More computing time, better crystal?

A dearer calculation ought to give a better crystal, so the gap of SrO should close in on the measured one as the cost rises. It doesn't. Against a measured gap of roughly 5 to 6 eV (a recalled size), the error has almost no rank correlation with processor time. The times are rough and belong to cells of 2 or 64 atoms, so they only sort the methods into classes. What counts more is what each method lets the electrons do.

SrO (Fm-3m) is computed without spin polarization or spin-orbit coupling. Gaps and times are from single points on the r2SCAN cell, volumes from each method's relaxation or energy curve, and bulk moduli hold the cell shape fixed. Plane-wave PAW runs use cutoffs of 420 eV (PBE) and 500 eV (r2SCAN) with 8×8×8 k points, or 260 eV and 4×4×4 for coarse PBE.

```
               name                 kind  band gap (eV)  volume per atom (Å³)  bulk modulus (GPa)  atoms computed  rough processor time, order of size (s)
PBE coarse-settings  low cutoff and mesh          3.377                   n/a                 n/a               2                                      0.8
                PBE            semilocal          3.317                17.523               84.40               2                                        2
                PM7       semi-empirical          7.487                   n/a                 n/a              64                                        4
                PM6       semi-empirical          3.109                   n/a                 n/a              64                                        4
             r2SCAN            semilocal          3.799                17.171               93.60               2                                        5
    GFN1-xTB tblite        tight binding          6.236                   n/a                 n/a              64                                       10
    GFN2-xTB tblite        tight binding          0.000                   n/a                 n/a              64                                       10
            PBE SZV          small basis          0.279                   n/a                 n/a               2                                       10
            GLLB-SC      model potential          6.866                   n/a                 n/a               2                                       10
           PBE DZVP          small basis          3.408                17.719               84.70               2                                       20
    PBE sz-orbitals          small basis          2.985                   n/a                 n/a               2                                      100
```

What the gap measures

SrO is close to Sr²⁺O²⁻. The highest filled states are O 2p, and the lowest empty ones sit mainly on Sr. The gap is therefore roughly the price of moving an electron from oxygen back to strontium. A method gets it right without lucky cancellation only if it treats the filled oxygen states and the empty strontium states equally well.

Why the semilocal gaps are too small

PBE and r2SCAN fall short of the measured gap by between 1 and 3 eV. Spin-orbit coupling and lattice motion, which the calculations leave out, are worth only tenths of an eV in such an oxide. The main reason is well known: the exact exchange-correlation potential jumps when an electron is added to an insulator, and the smooth PBE potential has no such jump.

r2SCAN also depends on the kinetic energy density of the orbitals, so it acts differently on filled and empty states and recovers part of the jump. Its gap is 0.48 eV above that of PBE on the same cell, so the rise comes from the functional and not from the geometry. GLLB-SC is built to estimate the jump itself. It lands 3.5 eV above PBE and overshoots.

When the basis decides

A minimal basis has one radial function for each valence shell. If that function suits a neutral atom, the electrons of O²⁻ can't spread out as they should. Their levels are pushed up towards the empty ones, and the gap shrinks. This is a likely reason why PBE SZV leaves only 0.28 eV, but it isn't tested here, and a small basis also raises the empty levels, which works the other way.

The larger DZVP basis comes within 0.1 eV of plane-wave PBE. The other minimal set, sz-orbitals, gives 2.99 eV, so a minimal basis need not ruin the gap. The shape of the functions probably matters as well as their number.

When the parameters decide

PM6 and PM7 use the same cluster of 64 atoms, yet their gaps differ by 4.4 eV. They describe different solids: strontium carries a charge of +0.70 in PM6 and +1.77 in PM7. Larger ionic charges strengthen the electrostatic potential of the lattice, which lowers the oxygen levels relative to those of strontium and so widens the gap. Two effects within the ions work against this: the extra electrons on oxygen repel each other, and strontium, having lost more electrons, binds an added one more strongly. The charges therefore fit the wider gap of PM7 but don't prove its cause. Both values are Hartree-Fock orbital gaps, which usually come out far too large. PM7 does overshoot, while PM6 falls even below PBE, so neither is a safe guide to the real gap.

The two tight-binding rows need caution, because xTB is fitted to molecules and its gaps for solids can be far off. GFN2-xTB closes the gap altogether, a plain failure for an insulator, and the outputs don't show why. GFN1-xTB comes closest to the measured range, but some GFN1 runs for this crystal did not converge, so that value needs checking before anyone relies on it.

A good gap can hide a poor pressure

Coarse settings change the PBE gap by only 0.06 eV, because both band edges lie on the coarse mesh too and each moves by less than 0.04 eV. The two shifts don't cancel: the filled edge sinks and the empty one rises, so they add up, but both are small. The pressure depends instead on how the total energy changes with volume, which the gap doesn't test. It rises by 0.5 GPa, which would shift the volume by about 0.6 percent. Settings that pass a test on the gap may therefore still be too coarse for lattice constants.

Stiffness follows volume

Volume and stiffness obey a simpler rule. Closed-shell ions repel each other ever more steeply as they approach, so a tighter crystal is a stiffer one. r2SCAN gives the smaller volume and the larger bulk modulus B. To see whether the volume accounts for the stiffness, let B grow linearly with pressure P:

B = B₀ + B′P, with B = −V dP/dV

Here V is the volume, and B₀ and V₀ are the modulus and volume at zero pressure. Eliminating P gives

B(V) = B₀ (V₀/V)^B′

Take B′ = 4.5, a typical recalled value for such solids that was not adjusted to these rows. Squeezing the PBE crystal to the r2SCAN volume then gives

B = 84.4 GPa × (17.523/17.171)^4.5 ≈ 92.5 GPa

r2SCAN itself gives 93.6 GPa. Volume thus accounts for about 8 of the 9 GPa between the two functionals. With B′ between 4 and 5 the share runs from about three quarters to nearly all, as the printed output below shows.

The rule fails for PBE DZVP. Its volume is 1.1 percent larger than that of plane-wave PBE, so it should be softer, at about 80 GPa, but it comes out at 84.7 GPa. One possible cause, untested here, is that the quality of an atom-centred basis changes with the distance between the atoms, which can alter the position and the curvature of the energy minimum separately. A different treatment of the core electrons, or a difference in how the two moduli were obtained, could also play a part. The link between volume and stiffness thus holds here for the change from PBE to r2SCAN, but not for the step from plane waves to DZVP.

Printed output of the fit:

```
PBE volume above r2SCAN volume (percent): 2.05
r2SCAN modulus above PBE modulus (GPa): 9.2
r2SCAN modulus above PBE modulus (percent): 10.9
PBE pressure on the r2SCAN cell expected from PBE volume and modulus (GPa): 1.793
PBE pressure on the r2SCAN cell as computed (GPa): 1.807
PBE modulus carried to the r2SCAN volume, slope 4.5 (GPa): 92.47
PBE modulus carried to the r2SCAN volume, slope 4 (GPa): 91.54
PBE modulus carried to the r2SCAN volume, slope 5 (GPa): 93.41
slope that would explain the whole modulus difference: 5.099
DZVP volume above plane-wave PBE volume (percent): 1.119
DZVP modulus expected from its volume (GPa): 80.28
DZVP modulus computed less expected (GPa): 4.421
r2SCAN gap less PBE gap (eV): 0.482
r2SCAN less PBE for the direct gap at X (eV): 0.4777
GLLB-SC gap less PBE gap (eV): 3.549
coarse PBE gap less PBE gap (eV): 0.06
coarse PBE pressure less PBE pressure (GPa): 0.4999
volume shift that this pressure error would mean (percent): 0.5923
SZV, sz-orbitals gap difference, second less first (eV): 2.706
DZVP gap less plane-wave PBE gap (eV): 0.091
PM7 gap less PM6 gap (eV): 4.378
PM7 less PM6 ionic charge (e): 1.074
bare Madelung shift between O and Sr for that charge, order of size only (eV): 20.22
rank correlation of cost with gap error if the measured gap is roughly 5 eV: 0.1727
rank correlation of cost with gap error if the measured gap is roughly 6 eV: 0.1364
```
